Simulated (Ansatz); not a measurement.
A series in smearing width on W

All results are calculated (Ansatz 0.2.0). Plane-wave density functional theory, scalar-relativistic PAW datasets made under PBE, Gamma-centred meshes; one setting moves on a fixed relaxed cell, energies count from the zero-width extrapolation of the reference run, pressure is Pulay-corrected at fixed cutoff and positive in compression.

Structure of every row (space group Im-3m, No. 229):
```
cell vectors (Å)
  -1.5922     1.5922     1.5922
   1.5922    -1.5922     1.5922
   1.5922     1.5922    -1.5922
atoms (fractions of the cell vectors)
W   0.00000  0.00000  0.00000
```

Settings of every row: spin polarised no; functional PBE; wave cutoff 420 eV; k mesh 14x14x14; smearing method gaussian; reference k mesh 14x14x14; reference smearing width 0.1 eV; reference wave cutoff 420 eV; reference smearing method fermi_dirac; swept setting smearing; valence electrons per atom 14.

Atom starting moment: 0 on all atoms.

Limits: settings are moved on purpose, so some rows are far from converged; no spin-orbit coupling, which can matter with elements this heavy.

| row | smearing width (eV) | free energy error per atom (meV) | zero smearing energy error per atom (meV) | pressure (GPa) |
| --- | --- | --- | --- | --- |
| 1 | 0.01 | 1.24 | 1.27 | 0.37 |
| 2 | 0.03 | 1.06 | 1.22 | 0.37 |
| 3 | 0.1 | -0.6 | 1.29 | 0.23 |
| 4 | 0.2 | ? | ? | ? |
| 5 | 0.3 | -12.98 | -0.64 | -0.05 |

Question: what free energy error per atom should row 4 give?

Worked fit of free energy error per atom. Smearing changes a smooth quantity, to lowest order, with the square of the width, so take w² in eV². The shown rows have w² = 0.0001, 0.0009, 0.01, 0.09. Their means are 0.02525 and -2.82 meV; the sums about the means are S_tt = 0.005651 and S_ty = -0.8883, whose ratio is the slope. Least squares give free energy error per atom = 1.149 − 157.21 × w² meV. The rows lie off it by 0.11, 0.05, -0.18, 0.02 (root mean square 0.11 meV). The constant, 1.149 meV, estimates the value at zero width. The withheld row has w² = 0.04, so the fit gives 1.149 − 157.21 × (0.04) = -5.14 meV.

The calculation gave -5.77 meV. The fit lies 0.63 meV (11 % of the value, 4.4 % of the column's range) above it; its largest miss of a shown row is 0.18 meV.

The other values of row 4: zero smearing energy error per atom 0.49 meV; pressure 0.04 GPa.
